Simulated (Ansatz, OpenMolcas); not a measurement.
Errors in the dipole moment

6 molecules with halogens; the dipole moment in D, computed less measured. Shapes, held fixed at every level: PBE0-D4/def2-TZVP. No vibrational averaging. Dipoles are compared by magnitude; molecules under 1 D, whose direction can flip, are left out. Programs: Ansatz 0.2.0, OpenMolcas 26.06. Measured values: NIST CCCBDB.

Levels: A = PBE-D4/def2-TZVPP; B = B3LYP/6-31G* (Cartesian functions); C = wB97M-V/def2-TZVPP.

| molecule | measured | A | B | C |
| --- | --- | --- | --- | --- |
| AsF3 (arsenic trifluoride) | 2.59 | -0.32 | -0.32 | -0.06 |
| CH2F2 (difluoromethane) | 1.97 | -0.25 | -0.28 | -0.11 |
| SO2F2 (sulfuryl fluoride) | 1.12 | -0.01 | +0.06 | +0.04 |
| C2H2F2 (SMILES C=C(F)F) | 1.38 | -0.39 | -0.43 | -0.24 |
| C2H4F2 (1,1-difluoroethane) | 2.27 | -0.22 | -0.34 | -0.08 |
| C2H5F (SMILES CCF) | 1.96 | -0.21 | -0.26 | -0.09 |

Q: Which level does best on this set, which worst, and which err to one side?

A: 
```tsv
level	kind	mean error	mean absolute error	worst case
PBE-D4/def2-TZVPP	GGA	-0.233	0.233	C2H2F2
B3LYP/6-31G* (Cartesian functions)	global hybrid	-0.262	0.282	C2H2F2
wB97M-V/def2-TZVPP	range-separated hybrid	-0.090	0.103	C2H2F2
```

On this set wB97M-V/def2-TZVPP has the smallest mean absolute error and B3LYP/6-31G* (Cartesian functions) the largest. PBE-D4/def2-TZVPP is too low in 6 of 6; B3LYP/6-31G* (Cartesian functions) is too low in 5 of 6; wB97M-V/def2-TZVPP is too low in 5 of 6. The levels differ in basis as well as in method. The largest two are near a tie. Relativity is left out for As. The set is small.

The errors mostly correspond to too little charge separation: fluorine draws density from carbon or arsenic, and the computed dipoles fall short of the measured ones. SO2F2 breaks the pattern, with errors near zero at every level. Its S–O and S–F bond dipoles oppose each other in the molecular sum, so errors in the two probably cancel, and the good agreement there is weak evidence of an accurate density.

A and C share a basis, so the smaller errors of C in the other five molecules come from the functional, probably because more exact exchange at long range curbs the spread of charge from fluorine back towards its neighbours. C2H2F2 remains the worst case throughout. There, π donation from the fluorine lone pairs into the C=C bond opposes the σ withdrawal, making the dipole sensitive to the balance between them. The shortfall of -0.24 that survives in C may reflect that balance, but an error in the common geometry would also fit. B's errors can't be assigned to its exchange treatment alone.
